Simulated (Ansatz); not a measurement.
# Appearance energy of a fragment ion: SiH3(CF3) → [SiH3]+ + CF3 + e⁻

Species: SiH3(CF3), singlet; [SiH3]+ `[SiH3+]`, singlet; CF3 (trifluoromethyl radical) `F[C](F)F`, doublet. 

Shapes, held fixed at every level: PBE0-D4/def2-TZVP. Programs: Ansatz 0.2.0. Electronic energies: no zero-point or thermal term.

```
                level                    kind  ΔE (eV)  less CCSD(T)/CBS estimate
     SPW92/def2-TZVPP                     LDA   +12.31                      +0.38
 r2SCAN-D4/def2-TZVPP                meta-GGA   +11.79                      -0.14
  BHLYP-D4/def2-TZVPP           global hybrid   +11.62                      -0.31
r2SCAN0-D4/def2-TZVPP           global hybrid   +11.75                      -0.18
   wB97M-V/def2-TZVPP  range-separated hybrid   +11.84                      -0.09
     CCSD(T)/def2-SVP   coupled cluster or CI   +11.43                      -0.50
      CCSD/def2-TZVPP   coupled cluster or CI   +11.62                      -0.31
 CCSD(T)/CBS estimate   coupled cluster or CI   +11.93                       0.00
```

The highest level, CCSD(T)/CBS estimate, gives ΔE = +11.93 eV; the levels span +11.43 to +12.31. The column of differences is taken from that level and isn't an error. No measured value is set beside it here. Open shells run unrestricted. The CBS estimate extrapolates MP2 from def2-TZVPP and def2-QZVPP and adds CCSD(T) − MP2 in the triple-zeta set, cores frozen. The onset seen in experiment also holds zero-point changes and kinetic shifts.

Forming the silyl cation from SiH3(CF3) costs the Si–C bond energy plus the ionisation energy of the silyl radical. The bond pair is lost: one electron leaves and the other stays on CF3. Correlation therefore stabilises the intact molecule more than the fragments, and a small basis that recovers too little of it makes the process look too cheap. This explains the rise in CCSD(T) from +11.43 eV in the split-valence set to +11.93 eV at the estimated basis limit. The CCSD value is also low, but it lacks both the triples and the larger basis, so the table can't apportion the shortfall.

Among the density functionals, only LDA lies above the highest level, in keeping with its familiar overbinding. Adding exact exchange to r2SCAN shifts the result only slightly, so the lower BHLYP value probably reflects the whole functional rather than its exchange fraction alone. Without the competing channel to CF3+ and SiH3, the energies don't establish which fragment preferentially carries the charge.
